Results and discussion

Three scales organise the boron-like ions below. The 1s level lies between 4×10² and 8×10⁴ eV deep, its mean radius is close to 1.5/Z bohr, and the two spin components of this filled shell are split by 1 to 25 eV, a few parts in a thousand to a few parts in ten thousand of the level. Z is the nuclear charge, ε a Kohn-Sham eigenvalue (scalar-relativistic, spin-polarised LDA), and the gap is ε(1s down) − ε(1s up). All seven ions are in the same state, 1s² 2s² with one 2p electron of up spin.

All-electron Kohn-Sham calculations with Quantum ESPRESSO 7.5 (ld1.x) for five-electron ions in the configuration [He] 2s² 2p¹, with the 2p electron spin-up. They use spin-polarised LDA (Slater exchange, Perdew-Wang 92 correlation), scalar relativity, spherical densities and a point nucleus. Eigenvalues of bound levels are negative.

```
species   Z  charge (e)  eigenvalue (1s up) (eV)  eigenvalue (1s down) (eV)  mean radius (1s up) (bohr)  mean radius (1s down) (bohr)  ε(1s down) − ε(1s up) (eV)
    N2+   7           2                  -420.91                    -419.98                     0.23111                       0.23057                       0.934
   Mg7+  12           7                  -1507.0                    -1504.5                     0.13056                       0.13034                       2.546
  Mn20+  25          20                  -7568.0                    -7561.0                    0.060700                      0.060645                       6.926
  Rb32+  37          32                   -17444                     -17433                    0.040169                      0.040144                      11.078
   I48+  53          48                   -37483                     -37466                    0.027148                      0.027136                      16.766
  Gd59+  64          59                   -56309                     -56288                    0.021848                      0.021840                      20.769
  Os71+  76          71                   -82266                     -82241                    0.017687                      0.017682                      25.179
```

1. Which 1s level is deeper, and why?

The up level, in every row. The nuclear and Hartree potentials are the same for both spins, but exchange acts only between like spins. In LDA the exchange potential of spin s is −(6ρ_s/π)^(1/3), with ρ_s the density of that spin in atomic units. The 2p electron adds to ρ_up alone, so up electrons feel an extra attraction of depth

D(r) = (6/π)^(1/3) [ρ_up^(1/3) − ρ_down^(1/3)]

and to first order the gap is the average of D over the 1s density. Correlation, which mainly keeps unlike spins apart, works against this. Without spin polarisation, or in the beryllium-like series with no 2p electron, D and the gap vanish.

2. How should the gap grow with Z?

For hydrogenic orbitals lengths scale as 1/Z and densities as Z³, so D scales as Z and gap = a0·Z. Integrating D with hydrogenic 1s, 2s and 2p densities gives a0 = 0.342 eV per unit of Z, with nothing fitted. The slopes between neighbouring rows rise steadily from 0.322 to 0.368 eV, within 8 % of a0. Slater exchange is built into the calculation, so this agreement tests the first-order hydrogenic scaling and not the functional.

The next order of the expansion in 1/Z is a constant from the electrons' mutual screening, which changes the 1s, 2s and 2p orbitals alike, joined by LDA correlation, which varies only slowly (logarithmically) with Z; relativity should enter as Z(Zα)², with α the fine-structure constant. The form

gap = a0·Z + b + c·Z(Zα)²

was fitted to all seven rows with a0 fixed, giving b = −1.579 eV and c = 0.0332 eV. For Rb32+, which is part of the fit, a0·Z = 0.3417 × 37 = 12.64 eV, Zα = 0.270, the last term is 0.0332 × 37 × 0.0729 = 0.09 eV, and the sum 12.64 − 1.58 + 0.09 = 11.15 eV stands against 11.078 eV, too high by 0.7 % of the table value. The form is worst for N2+, where it falls 0.12 eV short, 13 % of the gap, as higher powers of 1/Z would suggest. Such misfits are far above the rounding of the gap, and b and c absorb whatever is missing, so neither is a physical constant. The negative offset explains why the gap grows 27-fold from N2+ to Os71+ while Z grows 11-fold; a power law mimics this with an exponent of 1.35 and overshoots Os71+ by 2.3 eV. The printed output after this section lists all residuals.

3. Is the deeper orbital the smaller one?

No: 1s up is the larger in every row. The energy depends on the average of D, the size on where D acts. Near the nucleus the 1s density swamps the 2p density, which starts as r², so D is small there and grows outward. In units of 1/Z bohr (x = Zr), the first-order response of a hydrogenic 1s orbital ψ to a perturbation x is −(x² − 3)ψ/2. By the symmetry of first-order perturbation theory an attraction −D then changes the mean radius by

r_up − r_down = k0/Z², k0 = ⟨D(x)(x² − 3)⟩ evaluated at Z = 1

Attraction inside x = √3 contracts the orbital and attraction outside expands it. In the hydrogenic model 73 % of the gap integral comes from outside, and k0 = +0.036 bohr, unfitted. For Rb32+ this gives 0.0360/37² = 2.6×10⁻⁵ bohr against 2.5×10⁻⁵. The computed difference is 88 to 95 % of the model from Mg7+ onward and 74 % for N2+. The 2s orbital is the counter-case in the same calculations: 2s up is deeper and also smaller than 2s down in every ion (1.169 against 1.187 bohr in N2+). The argument is the same with the geometry reversed, since D should act mostly inside the hydrogenic 2s mean radius of 6/Z.

4. Why do energy and radius give different screening constants?

Matching ε(1s up) to a Dirac 1s energy of charge Z − σ gives σ between 1.44 and 1.50; matching the radius gives 0.51 to 0.55. Charge outside the 1s region adds a nearly constant potential there, which raises the level but exerts little force. The repulsion within the 1s shell acts partly in the same way: its potential is flat near the nucleus, so it too shifts the energy more than the size. Hydrogenic Hartree and exchange integrals predict a shift of 41.65 eV per unit of Z, that is σ = 41.65/27.21 = 1.53, and the computed shift is 84 % (N2+) to 111 % (Os71+) of that. Part of σ is the self-repulsion that LDA exchange cancels incompletely. This, together with the relaxation of the remaining electrons on ionisation, is why these eigenvalues are not binding energies; even for the 2p level of N2+, minus the eigenvalue is 38.6 eV while the total-energy ionisation energy is 47.8 eV.

5. What does relativity change?

The radius shows it most directly. A screened non-relativistic orbital has r·Z above 1.5, yet r·Z falls below that from Rb32+ onward and reaches 1.344 in Os71+, while the Dirac radius keeps σ nearly constant. For the gap the attribution is argued: contracted orbitals mean higher densities and a larger D, and the slope exceeds a0 from the step Mn20+ to Rb32+ onward. With relativity switched off the slope should settle near a0. From Rb32+ to Os71+ the gap divided by ⟨1/r⟩ of the 2p orbital stays at 1.25 to 1.28 eV·bohr, which largely restates the scaling with Z. A finite nucleus and QED terms, both left out here, would raise the 1s level, almost equally for both spins.

6. What would another functional or another open shell give?

Exact exchange between 1s and a spherically averaged 2p electron is G¹(1s,2p)/3, one third of the dipole Slater exchange integral. In Os71+ the same calculation gives 34.8 eV for it, and the LDA gap is 72 % of that, relaxation being ignored. The hydrogenic ratio is 74 %, so Hartree-Fock exchange in place of the LDA form should widen the gap at high Z. In carbon-like ions with two up 2p electrons, theory gives somewhat less than twice the slope, because the cube root in D is concave. An unpaired 2s electron, as in lithium-like ions, reaches the nucleus; the 1s–2s exchange integral in the same Os71+ calculation is about one and a half times the G¹(1s,2p)/3 above, so a larger exact-exchange gap is the natural guess there. Levels that overlap the 2p more are split more: 42.06 eV for 2s and 49.09 eV for 2p in Os71+, against 25.18 eV for 1s.

7. Which digits, and which rows, can be trusted?

The gap column comes from unrounded eigenvalues and should be used as printed; subtracting the printed eigenvalues of Rb32+ gives only 11 ± 1 eV. The printed radii of Os71+ differ by five units of the last digit, uncertain by one; with seven digits the difference is 5.52×10⁻⁶ bohr, and the comparison in question 3 uses those digits.

The physical limit is spin-orbit coupling, which is absent. A rough screened hydrogenic estimate makes the 2p fine structure small beside the gap in N2+ and Mg7+, comparable to it in Mn20+, and of order 10³ eV in Os71+. A real 2p1/2 electron mixes both spins, so the pure up spin is imposed in the heavy ions and their gaps are quantities of the model. The computed ionisation energies fall below the NIST semi-empirical values by 7.9 eV (Mn20+) and 45 eV (Rb32+), the size expected from the 2p1/2 level lying two thirds of the splitting below the average. In N2+ and Mg7+ they lie above NIST, by 0.31 and 0.01 eV, so other errors outweigh or cancel the small spin-orbit term there.

Printed output of the fit:

```
unfitted: a0=0.3417 eV/Z (2s 0.5237, 2p 0.6659); k0=0.0360 bohr; c1=41.65 eV/Z
D-weighted mean r in 1s = 2.27/Z (1s mean 1.5/Z); share beyond 1.73/Z = 0.73
A: a0*Z+b+c*Z(Za)^2, b=-1.579 c=0.0332 eV; L: 0.3514*Z-1.726 eV; P: exponent 1.350
ion gap/Z[eV] gap/|e|[%] gap-a0Z resA resL resP [eV] gap/<1/r>2p
N2+    0.1334 0.2219 -1.458 +0.121 +0.201 -0.163 0.808
Mg7+   0.2122 0.1689 -1.555 +0.022 +0.056 +0.275 1.045
Mn20+  0.2770 0.0915 -1.617 -0.065 -0.133 +0.806 1.207
Rb32+  0.2994 0.0635 -1.565 -0.076 -0.197 +0.687 1.253
I48+   0.3163 0.0447 -1.345 -0.029 -0.132 -0.115 1.275
Gd59+  0.3245 0.0369 -1.100 +0.015 +0.006 -1.007 1.277
Os71+  0.3313 0.0306 -0.791 +0.012 +0.199 -2.285 1.268
A: rms 0.061 eV, worst N2+ +0.121 eV (gap rounding 0.0005 eV)
L: rms 0.150 eV, worst N2+ +0.201 eV (gap rounding 0.0005 eV)
P: rms 1.033 eV, worst Os71+ -2.285 eV (gap rounding 0.0005 eV)
local slopes [eV/Z]: 0.3224 0.3369 0.3460 0.3555 0.3639 0.3675
slope/a0: 0.943 0.986 1.013 1.040 1.065 1.075
Os/N ratios: Z 10.86, gap 27.0, eigenvalue 195.4, Z^2 117.9
ion dr(table) +-floor dr(7 digits)[bohr] dr*Z^2 /k0 dr/r[%] | gap from printed eigenvalues +-floor [eV]
N2+    5.40e-04 1e-05 5.410e-04 0.0265 0.736 0.2341 | 0.93 0.01
Mg7+   2.20e-04 1e-05 2.211e-04 0.0318 0.884 0.1693 | 2.50 0.1
Mn20+  5.50e-05 1e-06 5.429e-05 0.0339 0.942 0.0894 | 7.00 0.1
Rb32+  2.50e-05 1e-06 2.488e-05 0.0341 0.946 0.0619 | 11.00 1
I48+   1.20e-05 1e-06 1.195e-05 0.0336 0.932 0.0440 | 17.00 1
Gd59+  8.00e-06 1e-06 8.030e-06 0.0329 0.914 0.0368 | 21.00 1
Os71+  5.00e-06 1e-06 5.520e-06 0.0319 0.886 0.0312 | 25.00 1
exponent of dr against Z: -1.932 (first order: -2)
ion Schr[eV] Dirac[eV] (e_up-Dirac)/Z[eV] /c1 sigma_E sigma_r(Dirac) sigma_r(1.5/r) r*Z
N2+    -667 -667 35.17 0.844 1.439 0.514 +0.51 1.618
Mg7+   -1959 -1963 38.00 0.912 1.483 0.538 +0.51 1.567
Mn20+  -8504 -8576 40.30 0.968 1.503 0.553 +0.29 1.517
Rb32+  -18626 -18979 41.48 0.996 1.500 0.554 -0.34 1.486
I48+   -38218 -39766 43.07 1.034 1.484 0.552 -2.25 1.439
Gd59+  -55729 -59153 44.43 1.067 1.465 0.546 -4.66 1.398
Os71+  -78586 -85788 46.34 1.112 1.436 0.537 -8.81 1.344
exact exchange hydrogenic 0.4645 eV/Z, a0/K=0.736; Os: hydrogenic 35.3, G1/3 34.8 eV, gap/(G1/3)=0.723
N2+ gaps 1s,2s,2p: 0.934 2.220 2.345 eV; Os71+: 25.18 42.06 49.09 eV
N-to-Os mean slopes 1s,2s,2p: 0.3514 0.5774 0.6775 eV/Z
rough 2p fine structure, Zeff=5/<r> [eV]: 0.018 0.38 12 69 3.3e+02 7.7e+02 1.7e+03
its ratio to the gap: 0.019 0.15 1.8 6.2 20 37 67
NIST-IE vs 2/3 splitting [eV]: N2+ -0.31 vs 0.01; Mg7+ -0.01 vs 0.25; Mn20+ +7.92 vs 8.09; Rb32+ +44.87 vs 45.80
```
